**Shell filling of a spherical parabolic dot with a central charge: forecast of N = 37–40**

The table holds chemical potentials, addition energies, unpaired electrons, highest levels, eigenvalues and rms radii for 1 to 40 electrons in a harmonic well (ω = 0.277 hartree\*) with a central charge of 2, from spin-polarised LDA-PW92 with m-averaged shells (radks). The program tests a charging energy 1/(R + d) with R³ = (N − 2)/ω², a spin term −IM²/4, the half-curvature rule for eigenvalue minus chemical potential, and a core-plus-sphere model of the radius, with every fitted constant taken from rows up to N = 36. The charging model fits the in-shell rows to 1.4 % rms and fails at N = 3 and 4. For the withheld rows the radii are met to 0.001 bohr\* and N = 40 is open, while N = 38 has four unpaired electrons where two was the first choice. The addition energy at 38 and the chemical potential at 39 fall outside their error bars.

Spin-polarised Kohn-Sham LDA-PW92 calculations (radks with Libxc 2) for a spherical dot in effective atomic units, with well ω²r²/2, ω = 0.277 hartree* and a central point charge of 2 e. The m-averaged shells, named by radial order, are filled by a greedy search that can miss a lower state. The chemical potential is E(N) − E(N−1) and the addition energy E(N+1) + E(N−1) − 2E(N).

## Analysis program

```python
# Table: spherical parabolic dot (omega 0.277 hartree*, central charge 2), radks, spin-polarised LDA-PW92.
# Tested: charging energy 1/(R+d), R^3=(N-Z)/omega^2, spin term I*M, Janak half-curvature; forecast of N=37-40.
T = {
    'electrons': [1, 2, 3, 4, 5, 6, 7, 8, 9, 10, 11, 12, 13, 14, 15, 16, 17, 18, 19, 20, 21, 22, 23, 24, 25, 26, 27, 28, 29, 30, 31, 32, 33, 34, 35, 36, 37, 38, 39, 40],
    'chemical_potential': [-1.912, -0.8311, 0.6365, 0.8966, 1.153, 1.406, 1.695, 1.927, 2.136, 2.34, 2.697, 2.875, 3.05, 3.223, 3.393, 3.597, 3.757, 3.915, 4.072, 4.227, 4.505, 4.65, 4.793, 4.936, 5.077, 5.216, 5.355, 5.507, 5.656, 5.791, 5.921, 6.051, 6.181, 6.309, 6.437, 6.565, 6.706, 6.832, 6.965, 7.109],  # hartree*
    'unpaired_electrons': [1, 0, 1, 2, 3, 4, 3, 2, 1, 0, 1, 2, 3, 4, 5, 4, 3, 2, 1, 0, 1, 2, 3, 4, 5, 6, 7, 8, 9, 6, 5, 4, 3, 2, 1, 0, 1, 4, 3, 2],
    'rms_radius': [0.8704, 1.058, 1.864, 2.339, 2.598, 2.814, 3.039, 3.213, 3.37, 3.515, 3.682, 3.831, 3.967, 4.092, 4.208, 4.32, 4.425, 4.524, 4.619, 4.709, 4.806, 4.897, 4.985, 5.068, 5.148, 5.226, 5.3, 5.375, 5.445, 5.514, 5.58, 5.645, 5.708, 5.769, 5.829, 5.889, 5.946, 6.001, 6.057, 6.111],  # bohr*
    'highest_eigenvalue': [-1.472, -0.4862, 0.7655, 1.023, 1.282, 1.529, 1.796, 2.032, 2.238, 2.44, 2.786, 2.963, 3.137, 3.309, 3.477, 3.677, 3.836, 3.994, 4.15, 4.304, 4.577, 4.722, 4.865, 5.006, 5.147, 5.286, 5.423, 5.576, 5.725, 5.855, 5.986, 6.116, 6.245, 6.373, 6.5, 6.629, 6.77, 6.894, 7.027, 7.172],  # hartree*
    'highest_level': ['1s up', '1s up', '1p up', '1p up', '1p up', '1p up', '2s down', '1p down', '1p down', '1p up', '1d up', '1d up', '1d up', '1d up', '1d up', '1d down', '1d down', '1d down', '1d down', '1d up', '1f up', '1f up', '1f up', '1f up', '1f up', '1f up', '1f up', '3s up', '2p up', '1f down', '1f down', '1f down', '1f down', '1f down', '1f down', '3s up', '2p up', '2p up', '3s down', '2p down'],
    'addition_energy': [None, 1.468, 0.2601, 0.2567, 0.2529, 0.2886, 0.2325, 0.2083, 0.2039, 0.3571, 0.1782, 0.1755, 0.1728, 0.17, 0.2034, 0.1602, 0.1585, 0.1567, 0.1548, 0.2779, 0.145, 0.1437, 0.1423, 0.141, 0.1396, 0.1383, 0.1528, 0.1487, 0.1346, 0.1303, 0.1305, 0.1295, 0.1286, 0.1276, 0.1281, 0.1411, 0.1258, 0.1328, 0.1446, 0.1242],  # hartree*
}
HELD = [36, 37, 38, 39]  # rows withheld from the fit
import numpy as np
from scipy.optimize import minimize_scalar
w, Z = 0.277, 2
Ns = [int(n) for n in T['electrons']]
known = [n for i, n in enumerate(Ns) if i not in HELD]
col = lambda k: dict(zip(Ns, T[k]))
mu, A, M, lev, eps, rms = map(col, ['chemical_potential', 'addition_energy', 'unpaired_electrons', 'highest_level', 'highest_eigenvalue', 'rms_radius'])
R = lambda n: ((n - Z) / w**2) ** (1 / 3)
base = lambda n, d: 1 / (R(n) + d)
fit = lambda rows: minimize_scalar(lambda d: sum((A[n] - base(n, d))**2 for n in rows), bounds=(0, 2), method='bounded').x
sh = [[8, 9], [11, 12, 13, 14], [16, 17, 18, 19], list(range(21, 27)), [31, 32, 33, 34]]  # same level filled before and after
ins = sum(sh, [])
idm = max(abs(mu[n + 1] - mu[n] - A[n]) for n in known[1:-1])
assert idm < 0.0012 and all(eps[n] > mu[n] for n in known)
assert [n for n in known if M[n] == 0] == [2, 10, 20, 36]
assert all(A[n] < 1 / R(n) for n in ins)
print("energies hartree*, lengths bohr*; rounding 0.0005 (mu, eigenvalue, rms), 0.00005 (addition A)")
print(f"largest |mu(N+1)-mu(N)-A(N)| in known rows: {idm:.4f}")
for n in (11, 21, 34):
    print(f"no-fit sphere N={n}: R {R(n):.3f}, 1/R {1/R(n):.4f} vs A {A[n]:.4f} (ratio {A[n]*R(n):.3f}); mu {1.5*w*w*R(n)**2:.3f} vs {mu[n]:.3f}")
dg = fit(ins)
rel = {n: 100 * (base(n, dg) / A[n] - 1) for n in ins + [3, 4, 5]}
wn = max(ins, key=lambda n: abs(rel[n]))
print(f"1/(R+d), all in-shell rows: d {dg:.3f}, rms error {np.sqrt(np.mean([rel[n]**2 for n in ins])):.1f} %, worst N={wn} {rel[wn]:+.1f} %")
print("not fitted (too few electrons for a uniform sphere): " + ", ".join(f"N={n} {rel[n]:+.0f} %" for n in (3, 4, 5)))
print("d shell by shell: " + ", ".join(f"N={s[0]}-{s[-1]} {fit(s):.3f}" for s in sh))
print("excess of A over 1/(R+d): " + ", ".join(f"N={n} {A[n]-base(n, dg):+.4f}" for n in (6, 10, 15, 20, 27, 28, 29, 30, 35, 36)))
bt = [A[n] / base(n, fit(a)) - 1 for a, b in zip(sh, sh[1:]) for n in b[:2]]
eb = max(map(abs, bt))
print("back-test, d of one shell used on the next, miss %: " + " ".join(f"{100*x:+.1f}" for x in bt))
Id = (A[15] - base(15, fit(sh[1] + sh[2]))) / 5
If = sum(A[n] - base(n, fit(sh[3] + sh[4])) for n in (27, 28, 29, 30)) / 8
dl = fit(sh[-1])
print(f"spin constant I: 1d {Id:.4f}, 1f {If:.4f}; 3I from {3*If:.4f} to {3*Id:.4f}; excess at N=36 with d {dl:.3f}: {A[36]-base(36, dl):.4f}")
jr = [(eps[n] - mu[n]) / (A[n] / 2) for n in ins]
je = max(abs(eps[n] - mu[n] - base(n, dg) / 2) for n in known if n >= 11)
print(f"(eigenvalue-mu)/(A/2) in-shell: {min(jr):.3f} to {max(jr):.3f}; eigenvalue-mu N=1 {eps[1]-mu[1]:.3f}, N=36 {eps[36]-mu[36]:.3f}")
print(f"largest miss of eigenvalue-mu = 1/(2(R+d)) for N=11-36: {je:.4f}")
core = Z * rms[2]**2
s_of = lambda n: np.sqrt((n * rms[n]**2 - core) / (0.6 * (n - Z))) - R(n)
def rpred(end, n):
    x = list(range(end - 6, end + 1))
    s = np.polyval(np.polyfit(x, [s_of(k) for k in x], 1), n)
    return np.sqrt((0.6 * (n - Z) * (R(n) + s)**2 + core) / n)
print("rms: extra radius s over R: " + ", ".join(f"N={n} {s_of(n):.3f}" for n in (11, 20, 30, 36)))
def show(name, p, e, v, k):
    tail = "not computed" if v is None else f"computed {v:.{k}f}, miss {v-p:+.{k}f}, {'inside' if abs(v-p) <= e else 'outside'} the bar"
    print(f"  {name}: predicted {p:.{k}f} +- {e:.{k}f}; {tail}")
pM = {37: 1, 38: '2 (or 4)', 39: 3, 40: 2}
pL = {37: '2p up', 38: '2p up', 39: '2p up (or 3s down)', 40: '2p down'}
m, me = mu[36] + A[36], 0.001
for h, i in enumerate(sorted(HELD), 1):
    n = Ns[i]
    a, ae = base(n, dl), eb * base(n, dl)
    if n == 39:
        a, ae = a + 1.5 * (Id + If), ae + 1.5 * abs(Id - If)
    re = max(abs(rpred(e, e + h) - rms[e + h]) for e in range(20, 33)) + 0.0005
    print(f"N={n}: unpaired predicted {pM[n]}, computed {M[n]}; highest level predicted {pL[n]}, computed {lev[n]}")
    show("addition energy", a, ae, A[n], 4)
    show("mu (fixed by known rows)" if n == 37 else "mu", m, me, mu[n], 3)
    show("highest eigenvalue", m + base(n, dl) / 2, me + je, eps[n], 3)
    show("rms radius", rpred(36, n), re, rms[n], 3)
    m, me = m + a, me + ae
print("computed excess of A over 1/(R+d): " + ", ".join(f"N={n} {A[n]-base(n, dl):+.4f}" for n in pM if A[n] is not None))
print("computed eigenvalue-mu: " + ", ".join(f"N={n} {eps[n]-mu[n]:.3f}" for n in pM if None not in (eps[n], mu[n])))
```

It prints:

```
energies hartree*, lengths bohr*; rounding 0.0005 (mu, eigenvalue, rms), 0.00005 (addition A)
largest |mu(N+1)-mu(N)-A(N)| in known rows: 0.0008
no-fit sphere N=11: R 4.895, 1/R 0.2043 vs A 0.1782 (ratio 0.872); mu 2.758 vs 2.697
no-fit sphere N=21: R 6.280, 1/R 0.1592 vs A 0.1450 (ratio 0.911); mu 4.539 vs 4.505
no-fit sphere N=34: R 7.471, 1/R 0.1338 vs A 0.1276 (ratio 0.953); mu 6.425 vs 6.309
1/(R+d), all in-shell rows: d 0.518, rms error 1.4 %, worst N=11 +3.7 %
not fitted (too few electrons for a uniform sphere): N=3 +34 %, N=4 +12 %, N=5 +1 %
d shell by shell: N=8-9 0.468, N=11-14 0.608, N=16-19 0.489, N=21-26 0.528, N=31-34 0.399
excess of A over 1/(R+d): N=6 +0.0535, N=10 +0.1657, N=15 +0.0381, N=20 +0.1283, N=27 +0.0176, N=28 +0.0152, N=29 +0.0026, N=30 -0.0002, N=35 +0.0041, N=36 +0.0183
back-test, d of one shell used on the next, miss %: -4.4 -2.8 +0.6 +1.6 -1.9 -1.2 +1.2 +1.5
spin constant I: 1d 0.0079, 1f 0.0042; 3I from 0.0125 to 0.0236; excess at N=36 with d 0.399: 0.0165
(eigenvalue-mu)/(A/2) in-shell: 0.993 to 1.012; eigenvalue-mu N=1 0.440, N=36 0.064
largest miss of eigenvalue-mu = 1/(2(R+d)) for N=11-36: 0.0034
rms: extra radius s over R: N=11 0.320, N=20 0.225, N=30 0.213, N=36 0.192
N=37: unpaired predicted 1, computed 1; highest level predicted 2p up, computed 2p up
  addition energy: predicted 0.1235 +- 0.0055; computed 0.1258, miss +0.0023, inside the bar
  mu (fixed by known rows): predicted 6.706 +- 0.001; computed 6.706, miss -0.000, inside the bar
  highest eigenvalue: predicted 6.768 +- 0.004; computed 6.770, miss +0.002, inside the bar
  rms radius: predicted 5.946 +- 0.013; computed 5.946, miss +0.000, inside the bar
N=38: unpaired predicted 2 (or 4), computed 4; highest level predicted 2p up, computed 2p up
  addition energy: predicted 0.1224 +- 0.0054; computed 0.1328, miss +0.0104, outside the bar
  mu: predicted 6.830 +- 0.006; computed 6.832, miss +0.002, inside the bar
  highest eigenvalue: predicted 6.891 +- 0.010; computed 6.894, miss +0.003, inside the bar
  rms radius: predicted 6.002 +- 0.020; computed 6.001, miss -0.001, inside the bar
N=39: unpaired predicted 3, computed 3; highest level predicted 2p up (or 3s down), computed 3s down
  addition energy: predicted 0.1394 +- 0.0109; computed 0.1446, miss +0.0052, inside the bar
  mu: predicted 6.952 +- 0.012; computed 6.965, miss +0.013, outside the bar
  highest eigenvalue: predicted 7.013 +- 0.015; computed 7.027, miss +0.014, inside the bar
  rms radius: predicted 6.057 +- 0.028; computed 6.057, miss -0.000, inside the bar
N=40: unpaired predicted 2, computed 2; highest level predicted 2p down, computed 2p down
  addition energy: predicted 0.1203 +- 0.0053; computed 0.1242, miss +0.0039, inside the bar
  mu: predicted 7.091 +- 0.023; computed 7.109, miss +0.018, inside the bar
  highest eigenvalue: predicted 7.152 +- 0.026; computed 7.172, miss +0.020, inside the bar
  rms radius: predicted 6.111 +- 0.035; computed 6.111, miss -0.000, inside the bar
computed excess of A over 1/(R+d): N=37 +0.0023, N=38 +0.0104, N=39 +0.0233, N=40 +0.0039
computed eigenvalue-mu: N=37 0.064, N=38 0.062, N=39 0.062, N=40 0.063
```
